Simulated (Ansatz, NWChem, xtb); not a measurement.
# Errors in the dipole moment

6 molecules holding an element from Na to Cl; the dipole moment in D, computed less measured. Shapes, held fixed at every level: PBE0-D4/def2-TZVP. No vibrational averaging. Dipoles are compared by magnitude; molecules under 1 D, whose direction can flip, are left out. Programs: Ansatz 0.2.0, NWChem 7.3.0, xtb 6.7.1. Measured values: NIST CCCBDB.

Levels: A = GFN0-xTB; B = PBE-D4/def2-TZVPP; C = B3LYP/6-31G* (Cartesian functions); D = wB97M-V/def2-TZVPP.

| molecule | measured | A | B | C | D |
| --- | --- | --- | --- | --- | --- |
| PF3 (phosphorus trifluoride) | 1.03 | +0.39 | -0.19 | -0.05 | +0.04 |
| CH3Cl (SMILES CCl) | 1.87 | -0.19 | -0.05 | +0.14 | +0.01 |
| CHCl2F (dichlorofluoromethane) | 1.29 | +0.31 | -0.13 | +0.05 | -0.04 |
| SiH2Cl2 (dichlorosilane (DCS)) | 1.13 | -0.23 | -0.09 | +0.43 | 0.00 |
| SiH3Cl (chlorosilane) | 1.31 | -0.64 | -0.15 | +0.37 | -0.07 |
| C2H5Cl (SMILES CCCl) | 2.05 | -0.21 | -0.07 | +0.11 | -0.01 |

(1) Sum up the errors.

Answers

(1) 
```
                             level                    kind  mean error  mean absolute error  worst case
                          GFN0-xTB          semi-empirical      -0.095                0.328      SiH3Cl
                 PBE-D4/def2-TZVPP                     GGA      -0.113                0.113         PF3
B3LYP/6-31G* (Cartesian functions)           global hybrid      +0.175                0.192     SiH2Cl2
                wB97M-V/def2-TZVPP  range-separated hybrid      -0.012                0.028      SiH3Cl
```

On this set wB97M-V/def2-TZVPP has the smallest mean absolute error and GFN0-xTB the largest. GFN0-xTB is too low in 4 of 6; PBE-D4/def2-TZVPP is too low in 6 of 6; B3LYP/6-31G* (Cartesian functions) is too high in 5 of 6. The set is small.

The sign of the error says as much as its size. GFN0-xTB overshoots for both fluorine-containing molecules and undershoots for all four fluorine-free chlorides, so its small mean error reflects cancellation rather than accuracy. B3LYP/6-31G* does worst on the two chlorosilanes, with errors of +0.43 and +0.37, against +0.14 and +0.11 for the chloroalkanes.

Bond polarity makes the silanes a demanding test. Silicon is more electropositive than hydrogen, so the Si–H bonds carry negative charge on hydrogen and their dipoles oppose that of Si–Cl. In chloromethane the C–H contributions instead reinforce C–Cl, which helps explain why chlorosilane has the smaller measured dipole despite its more polar bond to chlorine. A modest error in the charge distribution can therefore leave a large error in the net moment. The B3LYP excess probably reflects the small basis, the functional or both, which these columns cannot separate. Close agreement in the total dipole does not establish that the individual bond contributions are right.
